## The naive picture

QED corrections come from the region near the nucleus, which a d electron hardly visits, so transitions within $3d^7$ should carry almost no QED shift. If small relativistic corrections survive, the simplest guess is that they grow in proportion to the excitation energy, or that levels of one LS term share them. The Dirac CI results for Sb$^{26+}$ follow none of these rules.

Levels of Sb26+ (closed core [Ne]) from radial Dirac CI 1: relativistic CI on Dirac orbitals in exchange-only KLI potentials, optimised for each configuration, with unscaled Slater integrals and no correlation estimate. Energies are relative to 3s2 3p6 3d7 4F J = 9/2; the shares of the zero-frequency Breit term and the model QED potential are first-order.

```tsv
level configuration	level term	J	level excitation (cm⁻¹)	level breit share (cm⁻¹)	level qed share (cm⁻¹)	weight of the leading LS term (%)
3s2 3p6 3d7	2P	3/2	59318	2280.4	-14.6	44
3s2 3p6 3d7	4F	5/2	69547	1070.8	72.5	44
3s2 3p6 3d7	4F	7/2	70388	-1463.1	233.7	94
3s2 3p6 3d7	4F	3/2	111870	-335.5	248.3	50
3s2 3p6 3d7	2G	9/2	119440	-2325.2	197.6	54
3s2 3p6 3d7	4P	5/2	120670	-677.0	237.8	70
3s2 3p6 3d7	4P	1/2	137270	-434.2	216.3	58
3s2 3p6 3d7	2H	11/2	157180	-4205.0	220.2	100
3s2 3p6 3d7	2G	7/2	165400	-2717.1	277.4	80
3s2 3p6 3d7	2D	5/2	193730	-2662.0	404.0	n/a
3s2 3p6 3d7	4P	3/2	196930	-2530.9	439.4	43
3s2 3p6 3d7	2F	5/2	217470	-446.8	190.1	84
3s2 3p6 3d7	2P	1/2	223540	-3221.0	459.0	58
3s2 3p6 3d7	2H	9/2	230360	-5779.8	459.5	71
3s2 3p6 3d7	2F	7/2	264370	-4230.2	391.6	83
3s2 3p6 3d7	2D	3/2	268250	-2314.0	405.7	n/a
3s2 3p6 3d7	2D	3/2	343570	-2858.6	492.6	n/a
3s2 3p6 3d7	2D	5/2	367960	-2582.5	427.7	n/a
```

The level excitation is the energy above the ground level $^4F_{9/2}$. The Breit share and the QED share are the first-order contributions of the Breit interaction (the magnetic and retarded part of the electron–electron interaction) and of the model QED potential to that energy. Each is a difference from the ground level, so its sign tells how a level moves relative to that level and not how it moves absolutely. The last column is the percentage of the LS term that lends the level its name. With the ground level, the rows are all 19 levels of $3d^7$.

The neighbours $^2F_{5/2}$ and $^2P_{1/2}$ differ by under 3% in energy, yet their QED shares are 190.1 and 459.0 cm⁻¹. The three excited $^4F$ levels have Breit shares of both signs.

## Counting promotions

The spin-orbit parameter of the same calculation is $\zeta = 34053$ cm⁻¹. Since $\mathbf{l\cdot s}$ is $+1$ for $d_{5/2}$ and $-3/2$ for $d_{3/2}$, the two subshells lie $\tfrac52\zeta = 85132$ cm⁻¹ apart, which is comparable with the Coulomb spacings of the terms. The coupling is intermediate, and the LS names are often nominal: $^2P_{3/2}$ is 44% its LS term but 92% one jj state. The four $^2D$ levels have LS weights of 62, 65, 85 and 85% in order of energy, and their label does not separate the two $^2D$ terms of $d^7$.

The lowest filling is $d_{3/2}^4 d_{5/2}^3$. Let $n$ be the number of electrons promoted from $d_{3/2}$ to $d_{5/2}$, so that $\sum \mathbf{l\cdot s} = \tfrac52 (n+3) - \tfrac{21}{2}$. Angular-momentum coupling of the three holes gives three states with $n=0$ ($J = 9/2, 5/2, 3/2$), nine with $n=1$, six with $n=2$ and one with $n=3$ ($J=3/2$). The Coulomb repulsion mixes states of equal $J$, and a real level has a fractional mean $n$.

This mean was obtained by diagonalising the Coulomb and spin-orbit operators within $d^7$, using the Slater integrals $F^2$, $F^4$ and $\zeta$ of the same calculation with nothing adjusted, and matching levels by $J$ and order. The model energies differ from the table by 4425 cm⁻¹ rms (at most 8.1% of the tabulated value, for $^2P_{3/2}$), and the Landé factors differ from those of the CI by at most 0.076. That is enough to identify the levels, though the mixing is only approximately right. The ground level has $n_0 = 0.128$, in line with its leading jj weight of 88%. Below, $\Delta n = n - n_0$.

## Why the QED share counts promotions

The QED potential is a one-electron operator. Within one configuration and one set of orbitals its expectation value is the sum of occupations times orbital shifts. The core and the number of d electrons are the same for every level and cancel, which leaves

$$\Delta E_{\rm QED} = q\,\Delta n, \qquad q = \delta\varepsilon(3d_{5/2}) - \delta\varepsilon(3d_{3/2}).$$

The short-range parts of the self-energy and vacuum polarisation are small for a d electron, as the naive picture says. The anomalous magnetic moment, however, acts wherever there is an electric field. The spin-orbit energy is proportional to $g_s - 1$ (the 1 being the Thomas precession), and $g_s = 2 + \alpha/\pi$ multiplies it by $1 + \alpha/\pi$. The correction follows $\mathbf{l\cdot s}$, so it is negative for $d_{3/2}$ and positive for $d_{5/2}$, and $q \approx (\alpha/\pi)\tfrac52\zeta$.

The level $^2H_{11/2}$ allows an estimate in full. It is the only $J=11/2$ state of $d^7$, so $n=1$ exactly and $\Delta n = 1 - 0.128 = 0.872$. For the field of a bare nucleus $\zeta = (\alpha^2/2) Z \langle r^{-3}\rangle$ in atomic units. The calculation gives $\langle r^{-3}\rangle = 150.6$ bohr⁻³, which makes $(\alpha^2/2)\langle r^{-3}\rangle$ equal to 880 cm⁻¹. Then $\tfrac52 \times 51 \times 880 = 112200$ cm⁻¹, division by $137\pi$ gives $q = 261$ cm⁻¹, and the share is $261 \times 0.872 = 227$ cm⁻¹, 3% above the tabulated 220.2. With the screened $\zeta$ of the calculation, $q$ is 198 cm⁻¹ and the share 172 cm⁻¹, 22% below it. Neither estimate uses a fitted number.

An unweighted least-squares fit through the origin to all 18 rows gives $q = 250$ cm⁻¹ with an rms residual of 8 cm⁻¹, whereas proportionality to the excitation energy leaves 86 cm⁻¹. Adding an energy term to the promotion term gains almost nothing. The numbers thus show that the share follows $\Delta n$. The run does not split the QED share into its parts. The closeness of 250 to 261 fits the anomalous moment as the main term, if the radiative potential is built from the nuclear field, and it is no test of QED, since the anomalous moment is an ingredient of such a potential. The self-energy in this run was also scaled to reproduce tabulated 1s energies of hydrogen-like ions, so an agreement within a few per cent may be partly accidental. How far the other electrons would screen it in nature is beyond this model potential, and the interval from 198 to 261 cm⁻¹ indicates how much could be at stake.

## The irregular QED rows

The drop at $^2F_{5/2}$ is regular once promotions are counted. The level is high because of Coulomb repulsion, which QED ignores, and its $\Delta n$ is only 0.78, while its neighbours $^4P_{3/2}$ and $^2P_{1/2}$ have 1.74 and 1.85. Its $\Delta n$ is below that of $^2H_{11/2}$ because the $J=5/2$ levels trade character with the unpromoted state. The same mixing lifts $^4F_{5/2}$ (leading jj weight 69%) to $\Delta n = 0.37$, which is why its share is 72.5 cm⁻¹ and not near zero.

No level reaches the step near $3q$. The single $n=3$ state has $J=3/2$, and the two upper $^2D_{3/2}$ levels, with leading jj weights of 55 and 56%, have $\Delta n = 1.69$ and 1.93. Counting within the $J=3/2$ block implies that they share one $n=1$ and the $n=3$ state. These two differ only in whether a hole pair coupled to $J=0$ sits in $d_{5/2}$ or $d_{3/2}$, and the Coulomb interaction transfers such a pair strongly. Their shares of 405.7 and 492.6 cm⁻¹ imitate two promotions by averaging one and three.

The residuals reach 20 cm⁻¹ ($^4F_{5/2}$), far above the 0.05 cm⁻¹ to which the shares are rounded, and the model gives about zero for $^2P_{3/2}$, where the table has $-14.6$. Part of this can be imperfect mixing. In the CI, $^2P_{3/2}$ is purer than the ground level (92 against 88%), and if the remainders are mostly single promotions, $\Delta n \approx -0.04$ and the share is about $-10$ cm⁻¹.

Mixing within $d^7$ cannot be the whole cause, because the sum of $n$ over all levels of one $J$ is an integer $N$ whatever the mixing. For $k$ levels the shares sum to $q(N - k n_0)$, and subtracting $k$ times the $J=11/2$ share leaves $q(N-k)$. For $J=1/2$ this gives $675.3 - 2 \times 220.2 = 234.9$ cm⁻¹. The blocks from $J=1/2$ to $7/2$ give 231 to 242 cm⁻¹, neither all equal to one another nor equal to 250, and the $J=7/2$ block lies highest. A guess at the cause is admixture of $3p^4 3d^9$ and $3s\,3p^6 3d^8$, which lack penetrating electrons with larger self-energy and have no $J=11/2$ state. The sign is plausible, since the first $3p^5 3d^8$ level of the same run has a clearly negative QED share, but the admixtures were not analysed, and the truncated configuration list and neglected orbital overlaps affect precisely this part.

## Why the Breit share does not

Among the eight levels with $\Delta n$ between 0.5 and 1.3 the QED share stays within 190 to 277 cm⁻¹, while the Breit share runs from $-336$ to $-4205$ cm⁻¹. A fit to $\Delta n$ alone, made as before, leaves 1326 cm⁻¹ rms. The Breit operator acts on pairs of electrons, and two kinds of pair matter.

The interaction of a d electron with closed shells, and with the average of its own shell, behaves as a one-electron term. This spin-other-orbit effect opposes the nuclear spin-orbit coupling and narrows the fine structure, so it lowers a level for each promotion. The $J=9/2$ levels, which share $J$ with the ground level, show it most directly: $-2325/0.78$ and $-5780/1.83$ both give about $-3000$ cm⁻¹ per promotion, opposite in sign to $q$ and about twelve times larger. Other blocks are less tidy, and the two $^2D_{5/2}$ levels have nearly equal shares although their $\Delta n$ are 1.58 and 1.70.

The interaction among the open-shell electrons depends on how they are coupled. Its magnetic part is a current–current energy, and parallel currents attract. If each electron carries a current loop along $\mathbf{j}_i$, the dipole term is proportional to

$$-\sum_{i<k} \mathbf{j}_i\cdot\mathbf{j}_k = -\tfrac12\Big[J(J+1) - \sum_i j_i(j_i+1)\Big],$$

where the last sum is linear in $n$ and merges with the promotion term. High $J$ is therefore favoured, and the ground level with $J=9/2$ is among the favoured. This explains the two positive shares. $^2P_{3/2}$ has $\Delta n = 0.00$ and loses 21 units of $J(J+1)$, so its $+2280$ cm⁻¹ means $-109$ cm⁻¹ per unit, and $^4F_{5/2}$ loses 16 units, partly offset by its fractional promotion. The most negative shares at one and at two promotions belong to the highest $J$ available, $^2H_{11/2}$ and $^2H_{9/2}$.

Pairs with nearly equal $\Delta n$ test the slope without a fit. From $^4P_{1/2}$ to $^2H_{11/2}$ it is $(-4205+434)/35 = -108$ cm⁻¹, and from $^2P_{1/2}$ to $^2H_{9/2}$ it is $(-5780+3221)/24 = -107$ cm⁻¹. Pairs close in $J$ scatter widely: $^4P_{1/2}$ to $^4P_{5/2}$ gives $(-677+434)/8 = -30$ and the lower $^2D_{5/2}$ to $^2F_{7/2}$ gives $(-4230+2662)/7 = -224$ cm⁻¹. For small steps even the sign can fail: from $^2P_{1/2}$ to the upper $^2D_{3/2}$ the share rises from $-3221$ to $-2859$ cm⁻¹, although $J$ and $\Delta n$ both grow. The rule gives the gross order over large steps in $J$ and no more, as is natural for a formula that drops the higher magnetic multipoles and the different moments of the two subshells.

Three-term fits to all rows say the same. With $\Delta n$, $J(J+1)$ and a contact term (the angular expectation of $\delta(r_{12})$, meant to represent the spin–spin repulsion of singlet pairs) the rms is 348 cm⁻¹, with $^4P_{1/2}$ off by 628 cm⁻¹. Replacing $J(J+1)$ by the squared magnetic moment $\langle(\mathbf L + 2\mathbf S)^2\rangle$, which looks more physical, does worse at 639 cm⁻¹ and misses $^2H_{11/2}$ by about 1000 cm⁻¹. A possible reason, untested here, is that orbital and spin currents are distributed too differently in space to share one coefficient. The contact term finds no support: it improves the moment fit only from 654 to 639 cm⁻¹ and changes sign between the two fits. The coefficients trade against each other and have no separate meaning.

## What the sizes allow

The Breit share reaches 3.84% of an excitation energy ($^2P_{3/2}$) and the QED share 0.33% ($^4F_{7/2}$, an almost pure spin-orbit excitation). With exchange-only orbitals, unscaled Slater integrals, a cut configuration list and no correlation estimate, the excitation energies have errors of unknown size, so their agreement with experiment could not test the small QED shares. The Breit term is taken at zero frequency only. The computed ionisation energy of 1440.9 eV matches the tabulated 1441 eV, but it probes the binding of a d electron and not the splittings within $3d^7$.

## Neighbouring cases

Along the isoelectronic sequence theory has the Slater integrals grow roughly as the screened charge and $\zeta$ roughly as its fourth power. Heavier $3d^7$ ions approach jj coupling, so $n$ tends to integers, the QED shares sharpen into steps, and a level near $3q$ should separate at $J=3/2$. Toward Co$^{2+}$ the steps dissolve, $\langle\sum\mathbf{l\cdot s}\rangle$ follows the Landé pattern within each term, and the share should become a small fixed fraction of the level's spin-orbit energy relative to the ground level, as long as other configurations mix in little. A $3d^3$ ion starts from $d_{3/2}^3$ with $J=3/2$, so promotions again add $q$ each, but most excited levels have higher $J$ than the ground level, and both Breit parts push them the same way, which makes positive shares less likely. Once an excitation changes the number of s or p electrons the orbital self-energies stop cancelling, as the clearly negative QED share of the first $3p^5 3d^8$ level shows, and counting d promotions no longer suffices.
